An LDA calculation gives the energy bands of gallium nitride quickly but puts the empty levels too close to the filled ones. The G0W0 method corrects each level separately, at much greater cost. The problem here is to estimate a corrected level by hand from its LDA start.

The table follows two bands, the highest filled and the lowest empty one, through the crystal. Each pair of rows belongs to one wave vector, whose components are "state k a", "state k b" and "state k c". The "state start level" is the LDA energy and the "state corrected level" the G0W0 energy. Each is counted from the highest filled level of its own column, so the zeros in row 1 are a choice of origin.

G0W0 levels of GaN (space group P6_3mc) from Yambo 5.3.0, with a plasmon-pole model, 98 bands and an 8 Ry screening block. The starting LDA states are from Quantum ESPRESSO, with PseudoDojo 0.4.1 SR LDA standard potentials, a 1142.88 eV wave cutoff, a 4×4×3 k mesh and no spin-orbit coupling. Each column of levels counts from its own highest filled level.

| row | state k a (reciprocal cell vector) | state k b (reciprocal cell vector) | state k c (reciprocal cell vector) | state band | state start level (eV) | state corrected level (eV) | state weight z |
| --- | --- | --- | --- | --- | --- | --- | --- |
| 1 | 0.000 | 0.000 | 0.000 | top filled | 0.000 | 0.000 | 0.796 |
| 2 | 0.000 | 0.000 | 0.000 | first empty | 1.997 | 2.585 | 0.818 |
| 3 | 0.000 | 0.000 | 0.333 | top filled | -0.280 | -0.362 | 0.796 |
| 4 | 0.000 | 0.000 | 0.333 | first empty | 3.619 | 4.363 | 0.812 |
| 5 | 0.000 | 0.250 | 0.000 | top filled | -0.498 | -0.649 | 0.796 |
| 6 | 0.000 | 0.250 | 0.000 | first empty | 4.306 | 5.073 | 0.812 |
| 7 | 0.000 | 0.250 | 0.333 | top filled | -0.927 | -1.177 | 0.796 |
| 8 | 0.000 | 0.250 | 0.333 | first empty | 4.549 | 5.283 | 0.820 |
| 9 | 0.000 | -0.500 | 0.000 | top filled | -1.001 | -1.293 | 0.795 |
| 10 | 0.000 | -0.500 | 0.000 | first empty | 4.920 | 5.732 | 0.837 |
| 11 | 0.000 | -0.500 | 0.333 | top filled | -1.517 | -1.916 | 0.795 |
| 12 | 0.000 | -0.500 | 0.333 | first empty | 4.049 | 4.786 | 0.833 |
| 13 | 0.250 | 0.250 | 0.000 | top filled | -1.998 | -2.420 | 0.796 |
| 14 | 0.250 | 0.250 | 0.000 | first empty | 5.594 | 6.448 | 0.835 |
| 15 | 0.250 | 0.250 | 0.333 | top filled | -1.397 | -1.769 | 0.795 |
| 16 | 0.250 | 0.250 | 0.333 | first empty | 5.824 | 6.690 | 0.821 |
| 17 | 0.000 | -0.250 | 0.333 | top filled | -0.927 | -1.178 | 0.796 |
| 18 | 0.000 | -0.250 | 0.333 | first empty | 4.549 | 5.283 | 0.820 |

**(a) Why do filled and empty levels need different corrections, and what is the simplest rule that allows for this?**

*Solution.* In LDA every electron feels the same local exchange-correlation potential, whether its state is filled or empty. Real exchange is more selective: it lowers a state according to how strongly that state overlaps with the filled ones. Filled states therefore gain more than empty ones, and the gap opens. The other electrons screen this effect, so a solid that screens weakly should show a larger opening than one that screens well.

The same argument suggests a gradual change within each band. States low in a band usually gain more from exchange than states high in it, which stretches the band. Hartree–Fock theory, with its unscreened exchange, shows this in the extreme and makes bands too wide. In G0W0 a weakened form of the stretch can survive.

This calculation may exaggerate it. Its gallium potential treats the 3d electrons explicitly but leaves 3s and 3p in the core, so G0W0 misses part of the exchange between these shells. States with some 3d character then come out too high. The highest filled level at Γ, the point with zero wave vector, has some, and if other levels of the band have less, they seem to sink further below it. How much of the stretch comes from this was not computed.

For one level the correction reads

$$\Delta = Z\,\langle \Sigma - v_{xc}\rangle ,$$

where $v_{xc}$ is the LDA potential and $\Sigma$ the self-energy, which contains the screened exchange. The factor $Z$, printed as "state weight z", allows for the dependence of $\Sigma$ on energy. It is close to 0.80 in every filled row, so the differences between the filled levels' corrections come from the bracket and not from $Z$.

Let $E$ be the start level and $E'$ the corrected one. Since each column has its own zero, $E'-E$ is the level's $\Delta$ less that of the highest filled level at Γ. If the correction varies slowly with energy, a straight line on each side of the gap should do. The filled line must pass through zero, because both columns start there. The empty line needs an offset as well, because the correction jumps across the gap. A least-squares fit to the table, with rounded constants, gives, in eV,

$$E'_{\text{filled}} = 1.25\,E, \qquad E'_{\text{empty}} = 0.46 + 1.07\,E .$$

In words, a filled level sinks by a quarter of its depth. An empty level rises by about 0.6 eV at the band edge and by a further 0.07 eV for each eV above it. Theory suggests a jump at the gap and a gradual change within each band. That the change follows a straight line is an assumption, and the three constants come from the table.

**(b) Estimate the corrected levels of rows 7 and 8, which share one wave vector. What happens to the energy needed to lift an electron straight from one to the other?**

*Solution.* The filled level of row 7 starts at −0.927 eV. The rule gives

$$E' = 1.25\times(-0.927) = -1.159\ \text{eV}.$$

The full calculation finds −1.177 eV, so the estimate lies 0.02 eV too high.

The empty level of row 8 starts at 4.549 eV. Here

$$E' = 0.46 + 1.07\times 4.549 = 5.327\ \text{eV},$$

against a computed 5.283 eV. This miss of 0.04 eV is the largest for any empty level in the table. Both rows took part in the fit, so they illustrate the rule but do not test it independently.

If the attraction between the lifted electron and the hole it leaves is neglected, the energy needed is the separation of the two levels, which is the sum of their distances from zero. In LDA it is $4.549+0.927=5.476$ eV, and the rule raises it to $5.327+1.159=6.486$ eV. The full calculation gives $5.283+1.177=6.460$ eV, so the two errors partly cancel.

A simpler shortcut, the rigid scissor, moves all empty levels up by the gap correction at Γ and leaves the filled ones alone. That correction is 0.588 eV, which would give a separation of only $5.476+0.588=6.064$ eV. The shortcut falls 0.4 eV short because it ignores the stretch of both bands. It is right at the gap itself, from which its one constant was taken, and on the whole gets worse away from it, though not at every step.

**(c) How accurate is the rule over the whole table, and where should one stop using it?**

*Solution.* The fit used fifteen rows. It left out row 1, which is zero by definition, and rows 17 and 18, which repeat rows 7 and 8 by symmetry. Over the fifteen rows the rounded rule has a root-mean-square error of 0.03 eV relative to the G0W0 levels, against 0.25 eV for the rigid scissor. When each row in turn is predicted from a fit to the others, the error is still only 0.04 eV. The output printed below lists the misses row by row.

The first limit appears at the bottom of the filled range. In row 13 the rule puts the level at −2.50 eV, while the calculation gives −2.42 eV, the largest miss in the table. The corrected depth there is 1.21 times the starting depth, whereas the other filled rows have ratios from 1.26 to 1.30. The lowest of these belong to rows 11 and 15, the next deepest levels, which hints at a gradual bend, though the character of the state in row 13 may also play a part. Either way, the filled line should not be carried below about −2 eV.

The second limit is that energy alone does not fix the correction. Row 8 starts higher than row 6, yet it is raised by 0.734 eV where row 6 is raised by 0.767 eV. Theory allows for this, since exchange depends on the shape of a state as well as on its energy. A straight line can only average over such differences.

For the empty band the rule was fitted from the band edge, near 2 eV, up to about 5.8 eV, but no row lies between 2.0 and 3.6 eV, so that stretch is unchecked. Its offset of 0.46 eV is what the line gives when extended across the gap to the top filled level, where it no longer applies, and has no meaning of its own. Other bands may follow other lines.

The last limit matters most in practice: the rule imitates this calculation, not a measurement. The computed gap is 2.585 eV, while the measured one is roughly 3.5 eV (a recalled value). The number of bands, the cutoffs and the wave-vector mesh are not converged, and the gallium 3s and 3p electrons are missing from the exchange. A better calculation could change the stretch as well as the gap. The rule can serve to fill in levels of these two bands between those computed here, but its error of a few hundredths of an eV must not be read as the accuracy of a predicted absorption energy.

Numerical output:

```
fit of state_corrected_level on 15 rows (used): coefficient of fs 1.248 +/- 0.01, coefficient of e1 0.4564 +/- 0.046, coefficient of es 1.07 +/- 0.01; rms 0.0294, worst 13 -0.0741, leave-one-out rms 0.0407
  rows outside the fit (model, value, miss): 1 0, 0, 0; 17 -1.157, -1.178, 0.0208; 18 5.325, 5.283, 0.0422
Levels in eV:
  row  correction  hand_rule  rule_miss  scissor_miss
    1           0          0          0             0
    2       0.588      2.597    0.01179             0
    3      -0.082      -0.35      0.012         0.082
    4       0.744      4.332   -0.03067        -0.156
    5      -0.151    -0.6225     0.0265         0.151
    6       0.767      5.067   -0.00558        -0.179
    7       -0.25     -1.159    0.01825          0.25
    8       0.734      5.327    0.04443        -0.146
    9      -0.292     -1.251    0.04175         0.292
   10       0.812      5.724    -0.0076        -0.224
   11      -0.399     -1.896    0.01975         0.399
   12       0.737      4.792    0.00643        -0.149
   13      -0.422     -2.498    -0.0775         0.422
   14       0.854      6.446   -0.00242        -0.266
   15      -0.372     -1.746    0.02275         0.372
   16       0.866      6.692    0.00168        -0.278
   17      -0.251     -1.159    0.01925         0.251
   18       0.734      5.327    0.04443        -0.146
Gap correction at Gamma, eV: 0.588
Smallest ratio corrected/start, filled rows: 1.211
Largest ratio corrected/start, filled rows: 1.303
Hand rule, rms miss over the 15 fitted rows, eV: 0.02947
Hand rule, largest miss of a filled level, eV: 0.0775
Hand rule, largest miss of an empty level, eV: 0.04443
Rigid scissor, rms miss over the same rows, eV: 0.2518
Rigid scissor, largest miss, eV: 0.422
```
